\textbf{Student:} The product over $k$ is exact algebra, and so is the determinant. Where is the assumption?

\textbf{Lecturer:} Take the symmetric bilayer, $m_e=m_h=m$, in effective atomic units $\hbar=m=e^2/4\pi\varepsilon_0\varepsilon=1$. In one spin channel the pair operator is $b_k^\dagger=c_k^\dagger h_{-k}^\dagger$, with $(b_k^\dagger)^2=0$. For $u_k\neq0$,
\begin{equation}
\prod_k(u_k+v_kb_k^\dagger)|0\rangle\propto \exp\Big(\sum_k g_kb_k^\dagger\Big)|0\rangle ,\qquad g_k=\frac{v_k}{u_k}.
\end{equation}
The part with $N$ pairs, so $2N$ particles, is the $N\times N$ determinant of $\phi(\mathbf r_i^e-\mathbf r_j^h)$, $\phi(\mathbf r)=\sum_k g_ke^{i\mathbf k\cdot\mathbf r}$. That is exact for any $g_k$. On a lattice, with even $g_k$ and Gutzwiller projection, it expands into singlet coverings; the bilayer has no such projector. The assumption enters with
\begin{equation}
g_k=\frac{\Delta_k}{\xi_k+E_k},\qquad E_k=\sqrt{\xi_k^2+\Delta_k^2}.
\end{equation}
This minimises $\langle H-\mu\hat N_{\rm tot}\rangle$ in the \emph{unprojected} state, where $n_k=p_k\equiv v_k^2$. Carrying it over presumes that fixing $N$ leaves the occupations alone.

\textbf{Student:} Projection only removes other particle numbers. Why should $n_k$ move?

\textbf{Lecturer:} Because it correlates the modes. For real $g_k$, Cauchy--Binet makes the norm a sum over sets $S$ of $N$ wavevectors. With $x_k=\ln g_k^2$,
\begin{equation}
Z_N=\sum_{|S|=N}\prod_{k\in S}e^{x_k}=\int_{-\pi}^{\pi}\frac{d\theta}{2\pi}\,e^{K(t+i\theta)-N(t+i\theta)},\qquad K(t)=\sum_k\ln(1+e^{t+x_k}),
\end{equation}
and $n_k=\partial\ln Z_N/\partial x_k$. Choose $t$ at the saddle $K'(t)=N$, which is $t=0$ if $\mu$ was fixed by $\sum_kp_k=N$. The Gaussian integral gives
\begin{equation}
\ln Z_N=K-Nt-\tfrac12\ln(2\pi\sigma^2)+O(\sigma^{-2}),
\end{equation}
with $\sigma^2=K''=\sum_kp_k(1-p_k)$, the pair-number variance, and $\kappa_3=K'''=\sum_kp_k(1-p_k)(1-2p_k)$. The first two terms are stationary in $t$ and yield $p_k$. In the third the saddle moves, $dt/dx_k=-p_k(1-p_k)/\sigma^2$, so $d\sigma^2/dx_k=p_k(1-p_k)[(1-2p_k)-\kappa_3/\sigma^2]$. Using $p_k(1-p_k)=\Delta_k^2/4E_k^2$ and $1-2p_k=\xi_k/E_k$,
\begin{equation}
\delta n_k=n_k-p_k=-\frac{1}{2\sigma^2}\,\frac{\Delta_k^2}{4E_k^2}\left(\frac{\xi_k}{E_k}-\frac{\kappa_3}{\sigma^2}\right)+O(\sigma^{-4}).
\end{equation}
It sums to zero, and it sharpens the step.

\textbf{Student:} You promised a statement about the pair function.

\textbf{Lecturer:} Divide by $p_k(1-p_k)$ to get the change of $\ln[n_k/(1-n_k)]$. The $\kappa_3$ piece is a constant, and $g\to\lambda g$ only rescales the determinant. So the projected state has the occupations of an unprojected state with
\begin{equation}
\tilde g_k\propto g_k\exp\!\left(-\frac{\xi_k}{4\sigma^2E_k}\right).
\end{equation}
For constant $\Delta$, $\ln g=-\operatorname{arsinh}(\xi/\Delta)$ has slope $-1/\Delta$ at $\xi=0$, while $\ln\tilde g$ has slope $-(1+1/4\sigma^2)/\Delta$. The step looks like one with $\Delta_{\rm eff}\simeq\Delta(1-1/4\sigma^2)$.

\textbf{Student:} So a $1/N$ effect. Negligible.

\textbf{Lecturer:} A $1/\sigma^2$ effect, and $\sigma^2$ counts only partly filled modes. Model $\xi_k=k^2/2-\mu$ with constant $\Delta$, and replace $\sum_k$ by $(N/E_F)\int_{-\mu}^\infty d\xi$, as holds in two dimensions. The number equation gives $E_F=(\mu+\sqrt{\mu^2+\Delta^2})/2$, hence $\mu=E_F-\Delta^2/4E_F$, and
\begin{equation}
\sigma^2=\frac{N\Delta}{4E_F}\left[\pi-2\arctan\frac{\Delta}{2E_F}\right],\qquad \kappa_3=\frac{N\Delta^2}{4E_F^2+\Delta^2}.
\end{equation}
For $\Delta\ll E_F$ the shift $\Delta/4\sigma^2$ tends to $E_F/\pi N$, the mean level spacing over $\pi$, whatever $\Delta$ is.

\textbf{Student:} Numbers, please.

\textbf{Lecturer:} Unpolarised layers, one determinant per spin channel, each projected separately. Then $k_F=\sqrt2/r_s$ and $E_F=1/r_s^2$. As illustrative inputs take $r_s=5$, so $E_F=0.04$; $N=29$, a closed shell of the square cell; and $\Delta=E_F/2=0.02$. Then $\mu=0.9375\,E_F$, $\sigma^2=9.6$, $\kappa_3=1.7$, $\kappa_3/\sigma^2=0.18$. The extremes of $\delta n_k$ are $+0.007$ below $\mu$ and $-0.004$ above. The first-order gap renormalisation is $1/4\sigma^2=0.026$, a shift of about $5\times10^{-4}$. The next order is smaller by roughly $1/\sigma^2\approx0.1$, so trust the leading figure only.

\textbf{Student:} You integrated over 29 discrete states. Shell structure must swamp that.

\textbf{Lecturer:} Poisson summation sizes it. The summand of $\sigma^2$ has poles at $k^2/2=\mu\pm i\Delta$; the upper one sits at $q=k_F(1+i\Delta/2E_F)$ exactly. The image terms fall as $e^{-L\,\mathrm{Im}\,q}$, with $k_FL=\sqrt{4\pi N}=19.1$ and exponent $4.8$. At the same $\mu$ that changes $\sigma^2$ by under one percent, so it barely touches a correction proportional to $1/\sigma^2$. The exponent drops to one at $\Delta\approx0.10\,E_F$; below that the discrete sums must be used.

\textbf{Student:} And a bare parabola at $r_s=5$?

\textbf{Lecturer:} That objection holds. Unscreened intralayer exchange in the Fermi sea runs from $-k_F$ at $k=0$ to $-2k_F/\pi$ at $k_F$, adding $0.10$ to a bandwidth of $0.04$. Read $\Delta/E_F$ as the shape parameter of $g_k$. At fixed shape the fraction $0.026$ stands, but the energy attached to it would more than triple on band average. A Jastrow factor also changes $n_k$ at order $N^0$; our result concerns the determinant alone.

\textbf{Student:} What happens as $\Delta\to0$? Your correction blows up.

\textbf{Lecturer:} The expansion fails once $\sigma^2\sim1$, by the continuum estimate at $\Delta\approx4E_F/\pi N=0.044\,E_F$. Go back to $Z_N$. With $\mu$ between two shells and $N$ levels below it, $g_k\simeq2|\xi_k|/\Delta$ inside and $g_p\simeq\Delta/2\xi_p$ outside. The Fermi sea dominates, and moving one pair from $k$ to $p$ has relative weight $\Delta^4/16\xi_k^2\xi_p^2$. The unprojected depletion $1-p_k\simeq\Delta^2/4\xi_k^2$ is only second order, so there projection changes the power law. For an open shell the limit is a superposition of partly filled shells, not one Slater product.

\textbf{Student:} Does the variational energy suffer?

\textbf{Lecturer:} Weakly while $\sigma^2\gg1$. The projected energy per particle is the mean-field functional plus an $O(\sigma^{-2})$ term. The former is stationary at the mean-field $g_k$, so reoptimising after projection shifts $g_k$ at order $\sigma^{-2}$ and gains energy per particle at order $\sigma^{-4}$. The first-order effect shows when a gap is read off $n_k$. To convert, give both layers the typical GaAs-like values $m\approx0.067\,m_e$ and $\varepsilon\approx12.9$. The units are then $11$ meV and $10.2$ nm, and the layer density is $1.2\times10^{10}$ cm$^{-2}$. In the parabolic model $\Delta=0.22$ meV appears about $6\ \mu$eV smaller, and the expansion is lost near $\Delta\approx19\ \mu$eV.